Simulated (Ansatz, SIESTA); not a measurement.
**Cd2S: changing the functional**

```
Cd S
1.0
     3.96267    0.00000    0.00000
    -1.98134    3.43177    0.00000
     0.00000    0.00000    5.80919
Cd S
2 1
Direct
  0.33333 0.66667 0.93272
  0.66667 0.33333 0.57873
  0.33333 0.66667 0.36571
```

The cell comes from a database or a generator and needn't be the stable form of this composition.

Kept alike: task band structure; k mesh 8 × 8 × 5; occupations fermi-dirac, width 0.05 eV; no spin polarisation. Program: SIESTA, potentials by row: files PseudoDojo sr-lda-0.4.1-standard, DZP (energy shift 0.003 Ry; two zetas on semicore shells) (LDA); files PseudoDojo sr-pbe-0.4.1-standard, DZP (energy shift 0.003 Ry; two zetas on semicore shells) (PBE); files PseudoDojo sr-pbesol-0.4.1-standard, DZP (energy shift 0.003 Ry; two zetas on semicore shells) (PBEsol). The mesh is that of the run's cell of 3 atoms. No spin-orbit coupling.

| run | pressure (GPa) |
| --- | --- |
| A | -3.48 |
| B | -5.41 |
| C | -0.59 |

Pressure is positive in compression. For a metal such a mesh leaves the last digits unconverged.

Problem. The runs differ in the functional (and the potentials named above) alone: LDA; PBE; PBEsol. Which run is which?

Solution. Run A is PBEsol; run B is LDA; run C is PBE. The pressure runs from -5.41 (LDA) to -0.59 GPa (PBE). From PBE: LDA -4.82; PBEsol -2.89. A twin series (Ansatz, all-electron LAPW, scalar-relativistic) moves it by +1.884 between LDA and PBEsol, against +1.937 GPa here.

At this fixed cell all three functionals give a negative pressure, so each would lower its energy by contracting, LDA most strongly and PBE only slightly. This is the usual order of equilibrium volumes. LDA overbinds, while PBE's gradient correction favours the more inhomogeneous density of separated atoms, weakening the bonds and expanding the lattice. PBEsol has a weaker gradient enhancement in exchange, suited to the slowly varying densities of solids, and so falls between them.

The close match with the all-electron shift between LDA and PBEsol suggests that this difference comes from the functionals rather than from the potentials or the local basis; it doesn't test the step to PBE. The small PBE residual probably means that the cell was relaxed with PBE or a similar functional, and is no evidence that PBE describes this compound best. Nor does a pressure near zero establish a relaxed structure, since stresses along and across the hexagonal axis can cancel in the average and forces on the atoms may remain.
